Q: Stack balls as densely as you can and you get fcc. So if I take tantalum in the fcc structure and stretch or flatten it along one axis, keeping the volume, the energy should go up. Does it?

A: It goes down, whichever way you start. The energy change in the table is counted per atom from the fcc crystal, and the axial ratio gives the length along the axis over the length across it, relative to fcc. Both neighbours of the fcc row, at 0.85 and at 1.2, lie below it.

Fcc tantalum (cubic a = 4.220 Å, not relaxed at this level), stretched or flattened along [001] at a fixed 18.79 Å³ per atom. Ansatz 0.2.0, plane-wave PAW DFT with PBEsol, scalar-relativistic, no spin polarisation, cutoff 420 eV, 22×22×22 k mesh, Gaussian smearing 0.15 eV. Energies are free energies relative to fcc; pressure is positive in compression.

```
axial ratio (over its starting value)  energy change (meV/atom)  pressure (GPa)
                                0.707                    -236.1          -11.27
                                 0.78                    -201.9          -10.62
                                 0.85                    -124.7           -8.93
                                    1                       0.0           -5.95
                                  1.2                     -78.4           -8.14
                                  1.3                     -48.0           -7.62
                                1.414                      89.2           -5.02
```

Q: Are all these rows fcc?

A: Only the one with ratio 1, the starting cell. Flattening to 0.707, which is 1/√2, turns the same lattice into bcc, tantalum's ordinary structure, and that is the lowest row, 236 meV below fcc. The other rows are tetragonal. So the close-packed crystal is the top of a hill, with the deep valley on the flattened side.

Q: I still don't see what is wrong with my balls. Close packing keeps the atoms out of each other's way.

A: It does, and that can be counted. In fcc each atom has twelve neighbours at 2.98 Å. In bcc eight of them move in to 2.90 Å, while the other four move out and join two more atoms at 3.35 Å. If each pair repels steeply, say as the inverse twelfth power of its distance, the total rises by about 5 % from fcc to bcc.

That sum rises for every distorted row. If repulsion between contacts decided the matter, fcc would therefore be the lowest point of the path. The computed energies say the reverse for five of the six distorted shapes. Only at 1.414 does the energy end up above fcc.

Q: Perhaps the hill comes from a badly chosen volume. The cell was never relaxed, and the pressures are all negative.

A: Negative pressure here means tension: every one of these crystals would like to shrink. For your objection to hold, fcc would have to gain more from shrinking than the shapes that now lie below it. Against bcc, the extra gain would have to be at least the 236 meV that separates them. A crystal under pressure P, with volume V per atom and bulk modulus B, changes its volume by about PV/B before the pressure is gone. The average pressure on the way is P/2, so the energy released is

E(release) ≈ P²V/(2B)

Take bcc, with P = −11.27 GPa, V = 18.79 Å³ and a rough recalled B of 190 GPa. One eV/Å³ is 160.2 GPa, so

E(release) ≈ 11.27² × 18.79 / (2 × 190 × 160.2) eV ≈ 0.039 eV

The same estimate for fcc gives only about 11 meV, because it is under less tension. Relaxing both would widen the gap from 236 to roughly 260 meV. The other shapes below fcc are also under more tension than fcc, so they should gain on it too. The chosen volume makes the hill look a little lower than it is.

Q: Then what pays for the shorter contacts?

A: The accepted answer for this column of the periodic table is the d electrons. Their orbitals point in definite directions, so the energy levels depend on where the neighbours sit as well as on how many there are. In bcc the d states gather into a lower, bonding group and an upper, antibonding group, with a deep dip between them. Tantalum has enough d electrons to fill much of the lower group and few of the states above the dip. In fcc the states are spread more evenly, and the same electrons sit higher on average.

A simpler system shows the principle: a chain of evenly spaced hydrogen atoms. Even spacing is the most symmetric choice, yet the chain gains energy by pairing up, because its half-filled band then splits and the filled half drops. The comparison stops there. Pairing opens a gap in the chain, whereas tantalum stays a metal with one atom in its cell.

What carries over is that the filling of the band can decide whether a symmetric arrangement is a valley or a hill. Tungsten, with one more electron to put into the bonding group, is likewise bcc.

Q: That is a good story. Do these numbers test it?

A: In part. They contain no density of states, so the two groups of levels remain an argument from theory. But d bonding should strengthen in a known way when the crystal is compressed, and the pressures record that. Let ΔE and ΔP be the energy and pressure of some shape less those of fcc at the same volume. If ΔE varies as V to the power −m, then, since pressure is minus the derivative of energy with respect to volume,

V ΔP = m ΔE

The coupling between d orbitals on neighbouring atoms falls off roughly as the fifth power of their distance. Distance goes as the cube root of volume, so a pure d-band energy at fixed filling has m = 5/3.

Q: And for bcc?

A: The prediction for V ΔP is 5/3 of −236 meV, or about −390 meV. The calculation gives −624 meV. The sign is right: bcc is under more tension than fcc, as it should be if stronger bonding pulls it together. Its extra contact repulsion, acting alone, would have made the tension smaller. The size, however, is about 1.6 times what the simple law allows.

Q: Does a different power repair it?

A: Only for part of the path. One common m fitted to all seven rows, bcc included, comes out near 2.7, which suits the flattened shapes. On the stretched side it fails: the row at 1.3 alone would need about 4, and the row at 1.414 about 1.2. The printed output after this text gives the comparison row by row.

What survives is the order. The lower a row lies in energy, the more tension it is under, without exception. So the preference for bcc over fcc grows on compression, as d bonding requires, but it grows faster than the simple law allows. Electrons moving from the s band into the d band on compression could be one reason, and a coupling that falls off faster than the fifth power could be another. These numbers do not tell the two apart.

Q: You have explained why fcc can be a hill. Isn't it odd that a cubic crystal sits there at all, perfectly balanced?

A: Symmetry provides the balance. In a cubic crystal the three axes are equivalent, so the stress is the same along each, and nothing drives a change of shape at fixed volume. That holds for fcc and bcc alike. It makes the energy curve flat at both points, but leaves it to the electrons which is a summit and which a valley floor.

Q: On the stretched side the energy drops and then climbs again. Is there another structure there?

A: There has to be another valley on this path, because the curve leaves the fcc summit downhill and is going uphill by 1.3. The stresses locate it. At 1.2 the crystal still gains slightly by lengthening, while at 1.3 it is strongly driven to shorten. Interpolating between the two puts the floor at a ratio near 1.21, about 79 meV below fcc and 157 meV above bcc.

No symmetry fixes that place; it is where two tendencies cancel. Further out, the four neighbours across the axis come as close as 2.66 Å at 1.414. There the crystal is compressed across the axis and under heavy tension along it. This is where your packed balls regain their say: crowding is a reasonable cause of the final climb, though the table does not separate it from the loss of bonding along the axis.

Q: We sputter tantalum as a liner under copper wiring and often get the tetragonal β phase instead of bcc. Is this second valley the β phase?

A: No. β-tantalum has a large cell with many atoms in different surroundings, and stretching a one-atom cell cannot produce it. The valley found here is a floor only for stretching and flattening; whether the crystal would shear out of it is untested.

So the scan cannot tell you when β gives way to bcc. What it does cover is the other side of the hill. From fcc towards bcc the computed energies fall at every step, and the stresses at 0.85 and 0.78 both push on towards bcc. A patch of fcc tantalum that is free to change its shape would thus find no barrier to bcc along this path. A substrate that holds the film's in-plane spacing takes away that freedom, and the fixed-volume curve no longer decides the outcome.

The analysis program printed:

```
Geometry and volume scaling:
    row  4 in-plane distances (Å)  8 out-of-plane distances (Å)  contact sum above fcc (%)  energy slope per unit ln ratio (meV)  pressure difference times volume (meV)  5/3 of energy difference (meV)
  0.707                      3.35                         2.901                      5.451                                -1.058                                  -623.9                          -393.5
   0.78                     3.242                         2.907                      4.835                                 681.3                                  -547.7                          -336.5
   0.85                      3.15                         2.923                      3.095                                  1067                                  -349.5                          -207.8
    1.0                     2.984                         2.984                          0                                     0                                       0                               0
    1.2                     2.808                         3.102                      11.32                                -131.1                                  -256.8                          -130.7
    1.3                     2.734                         3.171                      27.89                                 975.1                                  -195.9                             -80
  1.414                     2.659                         3.256                      57.55                                  2284                                   109.1                           148.7
fit of pv on 7 rows: coefficient of energy_change 2.652 +/- 0.18; rms 58.4, worst 1.414 128, leave-one-out rms 61.8
Pressure-volume factor for bcc alone: 2.643
Pressure-volume factor at 1.3: 4.08
Pressure-volume factor at 1.414: 1.223
Axial ratio of the second minimum: 1.211
Energy of the second minimum against fcc (meV/atom): -79.02
Second minimum above bcc (meV/atom): 157.1
Estimated volume relaxation energy of bcc (meV/atom): 39.2
Estimated volume relaxation energy of fcc (meV/atom): 10.93
Estimated bcc-fcc gap after relaxation (meV/atom): 264.4
Rank correlation of energy and pressure: 1
```
